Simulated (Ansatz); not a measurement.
## Ligand exchange: C2H7Sb + C2H10OSi2 → C2H9SbSi + C2H8OSi

Gas-phase species: C2H7Sb `C[CH2][SbH2]`, singlet; C2H10OSi2 `CC[SiH2]O[SiH3]`, singlet; C2H9SbSi `C[CH2][SbH][SiH3]`, singlet; C2H8OSi `CC[SiH2]O`, singlet. The partners trade H for SiH3: Sb–H and O–SiH3 bonds give way to Sb–SiH3 and O–H.

Shapes, held fixed at every level: PBE0-D4/def2-TZVP. Flexible molecules stand in one conformer, not always the lowest. Programs: Ansatz 0.2.0. Electronic energies: no zero-point or thermal term.

Question: Estimate ΔE of this reaction.

Answer: The highest level, CCSD(T)/def2-TZVPP, gives ΔE = +75.6 kJ/mol; the levels span +59.4 to +99.7. The column of differences is taken from that level and isn't an error. No measured value is set beside it here. For atoms past krypton def2 sets carry core potentials with scalar relativity. Outer-core shells of Sb are correlated, in sets that cover them unevenly.

```tsv
level	kind	ΔE (kJ/mol)	less CCSD(T)/def2-TZVPP
HF/def2-TZVPP	Hartree–Fock	+99.7	+24.1
B3LYP-D4/def2-TZVPP	global hybrid	+75.8	+0.2
PBE0-D4/def2-TZVPP	global hybrid	+59.4	-16.2
wB97X-V/def2-TZVPP	range-separated hybrid	+75.3	-0.3
B2PLYP/def2-TZVPP	double hybrid	+76.7	+1.1
MP2/def2-TZVPP	perturbation theory	+73.4	-2.2
CCSD/def2-TZVPP	coupled cluster or CI	+79.7	+4.1
CCSD(T)/def2-TZVPP	coupled cluster or CI	+75.6	0.0
```

The exchange is clearly uphill at every level: the silyl group prefers oxygen, and hydrogen prefers antimony. The main reason is the strength of the Si–O bond. Silicon is electropositive and oxygen strongly electronegative, so the bond is short and highly polar, with further stabilisation from oxygen lone-pair donation into Si–X σ* orbitals. Sb–Si, by contrast, joins two atoms of similar electronegativity through diffuse, poorly overlapping orbitals. Forming the strong O–H bond repays only part of the loss.

Hartree–Fock exaggerates the cost, so correlation favours the products on balance, probably because the polarisable Sb–Si contact gains more from it. PBE0-D4 errs the other way, while B3LYP-D4 lies within +0.2 kJ/mol of the coupled-cluster value; being a global hybrid therefore doesn't by itself settle the accuracy here.

Read backwards, the result fits the known ready cleavage of silylstibines by hydroxylic reagents. Replacing a soft Sb–H stretch with a stiff O–H stretch would probably make the exchange slightly more unfavourable still.
